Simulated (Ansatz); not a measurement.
# ZnPt: the change of energy less free atoms and pressure with volume per atom

All results are calculated (Ansatz 0.2.0). Periodic Kohn-Sham DFT of a crystal at fixed atoms; pressure and stress are positive in compression; the energy is the free energy less that of spherical unpolarised free atoms; site moments are those in the method's own spheres, positive along +z.

Cell of the first row (space group P4/mmm, No. 123):
```
ZnPt
1.0
      2.8055     0.0000     0.0000
      0.0000     2.8055     0.0000
      0.0000     0.0000     3.4383
Zn Pt
1 1
Direct
  0.50000 0.50000 0.50000
  0.00000 0.00000 0.00000
```

Settings of every row: method all-electron LAPW; functional PBEsol; relativity scalar; k mesh 11x11x9; filling fermi-dirac; smearing width 0.05 eV; basis error target 0.25 meV/atom; nucleus gaussian.

Atom start moment: 0 on all atoms.

Limits: no spin-orbit coupling on heavy atoms.

| row | volume per atom (Å³) | energy less free atoms (eV/atom) | pressure (GPa) |
| --- | --- | --- | --- |
| 1 | 13.532 | -4.836 | 6.731 |
| 2 | 13.82 | -4.8437 | 1.991 |
| 3 | 14.107 | -4.8435 | -2.179 |
| 4 | 14.251 | -4.8406 | -4.072 |
| 5 | 14.395 | -4.8362 | -5.847 |
| 6 | 14.539 | -4.8302 | -7.511 |
| 7 | 14.683 | ? | ? |
| 8 | 14.971 | -4.8038 | -11.905 |
| 9 | 15.259 | -4.7801 | -14.392 |

Question: what energy less free atoms and pressure should row 7 give?

Worked fit of energy less free atoms. Take u = (V_r/V)^(2/3) − 1 with V_r = 14.323 Å³ an atom, which is twice the finite (Eulerian) strain; such expansions in the strain, on which the Birch-Murnaghan equation of state is built, carry the rest volume and the bulk modulus. The shown rows have u = 0.0386, 0.02412, 0.01018, 0.00337, -0.00334, -0.00993, -0.02907, -0.04132. Least squares give energy less free atoms = −4.83862 − 0.6658 × u + 18.601 × u² + 10.6 × u³ eV/atom; a parabola predicts inner rows, each left out in turn, worse (root mean square 0.00016 against 4.1e-05 eV/atom). The rows lie off it by 0.0000, 0.0000, 0.0000, 0.0001, 0.0000, 0.0000, 0.0000, 0.0000. Its lowest point lies at u = 0.0176, or V = 13.95 Å³ an atom, and the curvature there gives the bulk modulus at fixed shape and fractions, B = (4/9)(1 + u)² E″(u)/V = 203 GPa. Letting shape and atoms relax would as a rule lower it, by much in layered, chain or molecular crystals. The withheld row has u = -0.01641, so the fit gives −4.83862 − 0.6658 × (-0.01641) + 18.601 × (-0.01641)² + 10.6 × (-0.01641)³ = -4.8227 eV/atom.

The calculation gave -4.8227 eV/atom. The fit meets it to the printed digit.

Worked fit of pressure. Take u = (V_r/V)^(2/3) − 1 with V_r = 14.323 Å³ an atom, which is twice the finite (Eulerian) strain; such expansions in the strain, on which the Birch-Murnaghan equation of state is built, carry the rest volume and the bulk modulus. The shown rows have u = 0.0386, 0.02412, 0.01018, 0.00337, -0.00334, -0.00993, -0.02907, -0.04132. Least squares give pressure = −4.9729 + 265.013 × u + 945.64 × u² + 1168 × u³ GPa; a parabola predicts inner rows, each left out in turn, worse (root mean square 0.018 against 0.0049 GPa). The rows lie off it by -0.002, 0.005, -0.003, -0.003, 0.001, 0.001, 0.001, -0.001 (root mean square 0.0025 GPa). The pressure vanishes at u = 0.0176, or V = 13.95 Å³ an atom, and there the bulk modulus at fixed shape and fractions is B = −V dP/dV = (2/3)(1 + u) dP/du = 203 GPa. Letting shape and atoms relax would as a rule lower it, by much in layered, chain or molecular crystals. The withheld row has u = -0.01641, so the fit gives −4.9729 + 265.013 × (-0.01641) + 945.64 × (-0.01641)² + 1168 × (-0.01641)³ = -9.072 GPa.

The calculation gave -9.071 GPa. The fit lies 0.001 GPa (0.0047 % of the column's range) below it, one unit of the last digit.
